The strain in the table changes both in-plane edges of the sheet equally, while the cell height, mostly vacuum, stays fixed. At −4 % strain the sheet has a band gap of 1.556 eV, almost exactly the gap at −1 %. Yet between −1 and +4 % every step of compression opens the gap, by about 0.1 eV per percent near the unstrained cell. Carried on to −4 %, that trend would give a far wider gap. The row is computed correctly; what fails is the assumption that a single strain slope describes the gap of a semiconductor.

MoTe2 2H monolayer under equal strain of both in-plane edges, computed with Ansatz 0.2.0 (HSE06, plane-wave PAW, no spin polarisation) on geometries relaxed with r2SCAN. Gaps are the least over a 6×6×1 k mesh and added points at the PBE band edges. Changes and the energy rise are relative to the unstrained cell, with in-plane edges of 3.561 Å.

```
strain (%)  band gap (eV)  band gap change (eV)  least direct gap change (eV)  gap kind  energy rise per atom (meV)
        -4          1.556                 0.102                         0.456  indirect                        14.8
        -3          1.603                 0.150                         0.334  indirect                         2.5
        -2          1.650                 0.197                         0.216  indirect                        -3.9
        -1          1.558                 0.105                         0.105    direct                        -4.6
         1          1.357                -0.097                        -0.097    direct                         9.6
         2          1.267                -0.187                        -0.187    direct                        23.9
         3          1.186                -0.268                        -0.268    direct                        42.7
         4          1.112                -0.342                        -0.342    direct                        65.6
```

The failure shows where two columns part. "Band gap change" follows the smallest gap of any kind, while "least direct gap change" follows transitions that keep the electron's wave vector. The two agree from −1 to +4 %, where the gap is direct at the corner K of the Brillouin zone. At −4 % they differ by 0.35 eV. The direct gap has gone on rising, but the lowest empty state now lies in another valley, between Γ and K, while the highest filled state has stayed at K.

Why the K valley gives way can be argued from the Mo d(z²) orbital, which dominates the conduction edge there. Each Mo atom has six Mo neighbours, and the wave vector fixes the phase with which their orbitals add. The phases sum to +6 at Γ, where neighbours bond, to −3 at K, where they oppose each other, and to nearly zero in the new valley. Compression brings the atoms closer and strengthens this coupling, so it pushes the K state up and hardly moves the d(z²) part of the new valley. That valley is expected to hold much of the in-plane d(x²−y²) and d(xy) orbitals as well, which follow their own couplings, so the count is not the whole account. The computed levels agree with it all the same, provided their zero of energy is common to all the strained cells. That was not checked against a vacuum level, and only differences within one cell are free of it. From −2 to −4 % the empty K state rises by 0.31 eV, while the new valley sinks by only 0.02 eV. The indirect gap shrinks by about 0.05 eV per percent over this range, mainly because the filled K state rises too, by 0.07 eV in all. As a rule, a state that is antibonding between neighbours rises on compression and sinks on stretching.

The filled states offer a partial test. The top of the valence band at Γ is also largely d(z²), but bonding, so stretching should raise it. On the same assumption of a common zero, it does: from the unstrained cell to +3 % the level rises by 0.18 eV. The K valence state sinks by 0.14 eV meanwhile, so the depth of Γ below it shrinks from 0.47 to 0.15 eV. Coupling alone would raise the Γ state by twice the fall of the K conduction state, yet that state falls by 0.41 eV, more than Γ rises. The ratio of 1.2 in the printed output looks closer only because the sinking K valence state enters both its terms. The picture gives the direction but not the size, presumably because other effects, such as mixing with Te orbitals, move the levels as well.

As long as the same two states bound the gap, its change is a smooth function of strain:

Δ = D·e + C·e²

Here e is the strain in percent, D the slope at zero strain and C a small curvature. A fit to the five direct rows gives D = −0.1011 eV per percent and C = 0.00391 eV per percent squared. For −4 %, a row outside the fit, the estimate is

Δ = 0.404 + 0.063 = 0.467 eV.

The computed direct gap changes by 0.456 eV, so the law still holds for the K valley. The band gap itself changes by only 0.102 eV. Forcing one parabola through the band gaps of all eight rows hides the break and gives a slope at zero strain one third too small. The printed output below compares the fits.

The K law and the line of the indirect gap meet at −1.9 %, where the gap reaches its ceiling of about 1.66 eV. Compression therefore gains at most 0.2 eV over the unstrained cell. Beyond that point added electrons settle mainly in a different valley, and a mobility or effective mass derived for K no longer applies. The label "indirect" at −2 % is fragile, because it rests on 0.02 eV. Spin–orbit coupling, which the calculation leaves out, can shift the two conduction valleys against each other by that much. It also splits the valence edge at K, which lowers the direct and the indirect gap alike.

A coarse mesh of wave vectors blurs the change. The bottom of the new valley lies between the points of the 6×6 mesh, so an extra point was computed at the bottom found with PBE. The mesh alone would still find an indirect gap at −3 and −4 %, but it would overestimate the gap at −4 % by 0.09 eV, call the −2 % row direct and place the maximum at −3 %.

The zero of strain is a weak point too. "Energy rise per atom" is negative at −1 and −2 %, which a true equilibrium cell would not allow. The cell was relaxed with r2SCAN, whereas HSE06 prefers a smaller one. A cubic through the energies puts its minimum near −1.4 %, with the Te heights kept from r2SCAN. Counted from there, the change of valley is only half a percent of compression away.

It is therefore safer to state the crossing as a lattice edge, 3.561 Å × (1 − 0.019) ≈ 3.49 Å, than as a strain. A slope fitted to the band gap on one side of that edge should not be used on the other. Before any slope is fitted, the band gap and the least direct gap should be compared row by row, and only rows with the same pair of band edges belong in one fit.

Printed output of the fit:

```
fit of least_direct_gap_change on 5 rows (strain > -1.5): coefficient of strain -0.1011 +/- 0.00015, coefficient of strain**2 0.00391 +/- 4.5e-05; rms 0.000217, worst 2 0.000375, leave-one-out rms 0.000302
  rows outside the fit (model, value, miss): -4 0.4671, 0.456, 0.0111; -3 0.3386, 0.334, 0.00459; -2 0.2179, 0.216, 0.00191
fit of band_gap_change on 8 rows: coefficient of strain -0.06667 +/- 0.0067, coefficient of strain**2 -0.006856 +/- 0.0019; rms 0.0447, worst -2 -0.0911, leave-one-out rms 0.0744
fit of energy_rise_per_atom on 8 rows: coefficient of strain 7.15 +/- 0.011, coefficient of strain**2 2.512 +/- 0.0012, coefficient of strain**3 -0.05 +/- 0.00084; rms 0.0251, worst -2 0.0463, leave-one-out rms 0.0531
unstrained gap, eV: 1.454
slope at zero strain of the single curve as percent of the K-valley slope: 65.92
K-valley law less computed gap change at -4, -3, -2 %, eV: -4 0.3651, -3 0.1886, -2 0.02091
least direct gap less fundamental gap at -4, -3, -2 %, eV: -4 0.354, -3 0.184, -2 0.019
gap on mesh alone less true least gap at -4, -3, -2 %, eV: -4 0.0895, -3 0.0843, -2 0.0199
slope of the indirect gap, eV per percent strain: 0.0475
strain where the two conduction valleys cross, %: -1.872
gap at that crossing, eV: 1.657
relative shift of the two valleys at the crossing, eV per percent strain: 0.1633
strain of the HSE06 energy minimum at r2SCAN Te heights, %: -1.368
in-plane edge at that minimum, angstrom: 3.512
K gap at that minimum by the K-valley law, eV: 1.599
further strain from that minimum to the valley crossing, % points: -0.5048
depth of Gamma below K in the valence band, unstrained, eV: 0.4672
depth of Gamma below K in the valence band, +3 %, eV: 0.1486
strain where Gamma would reach K by a straight line, %: 4.398
rise of Gamma over fall of K gap up to +3 % (bare hopping picture gives 2): 1.189
sum of six neighbour phases at the new valley (Gamma 6, K -3): 0.0105
```
